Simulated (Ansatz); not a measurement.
# GeH4O2 (SMILES [OH][GeH2][OH]): methods side by side

The species is GeH4O2 (7 atoms), meant as a singlet with charge 0. As SMILES, `[OH][GeH2][OH]`. The shape is that of a PBE0-D4/def2-TZVP optimisation. This is one conformer, not always the lowest.

Quantity: the electronic atomisation energy, in eV. The values are calculated. Electronic energies at fixed atoms, without zero-point motion or spin-orbit coupling.

| level | kind | program | value (eV) |
| --- | --- | --- | --- |
| HF/cc-pVDZ | Hartree–Fock | Ansatz | 15.21 |
| SVWN5/cc-pVDZ | LDA | Ansatz | 26.66 |
| BHLYP/cc-pVDZ | global hybrid | Ansatz | 21.56 |
| CAM-B3LYP/cc-pVDZ | range-separated hybrid | Ansatz | 22.79 |
| B2PLYP/cc-pVDZ | double hybrid | Ansatz | 22.20 |
| RPA@PBE0/cc-pVDZ | RPA | Ansatz | 20.73 |
| MP2/cc-pVDZ | perturbation theory | Ansatz | 21.76 |
| BCCD(T)/cc-pVDZ | coupled cluster or CI | Ansatz | 21.38 |

All-electron rows without a relativistic Hamiltonian named are non-relativistic. Correlated wave functions underbind in double-zeta sets. The values span 15.21 to 26.66 eV. In the correlated wave-function rows the outer d shell of Ge is correlated, in sets not made for it.

Electron correlation supplies a large part of the binding in this molecule: the atomisation energy rises from 15.21 eV in Hartree–Fock to 21.38 eV with BCCD(T). Atomisation breaks the Ge–O, Ge–H and O–H electron pairs and leaves open-shell atoms with more parallel spins. Opposite-spin correlation is therefore greater in the molecule than in the fragments, and a mean-field treatment underbinds. The local density approximation errs the other way, at 26.66 eV, as its exchange-correlation error doesn't cancel between the compact, strongly inhomogeneous atoms and the smoother bonded density.

The remaining methods lie much closer together, and MP2, at 21.76 eV, slightly overshoots the correlation contribution found with BCCD(T). The nearness of BHLYP to BCCD(T) doesn't make it the most accurate functional here, because the coupled-cluster value is itself likely to rise in a larger basis, towards the B2PLYP and CAM-B3LYP results. A total atomisation energy also says nothing about how readily the molecule would lose water or condense to Ge–O–Ge linkages.
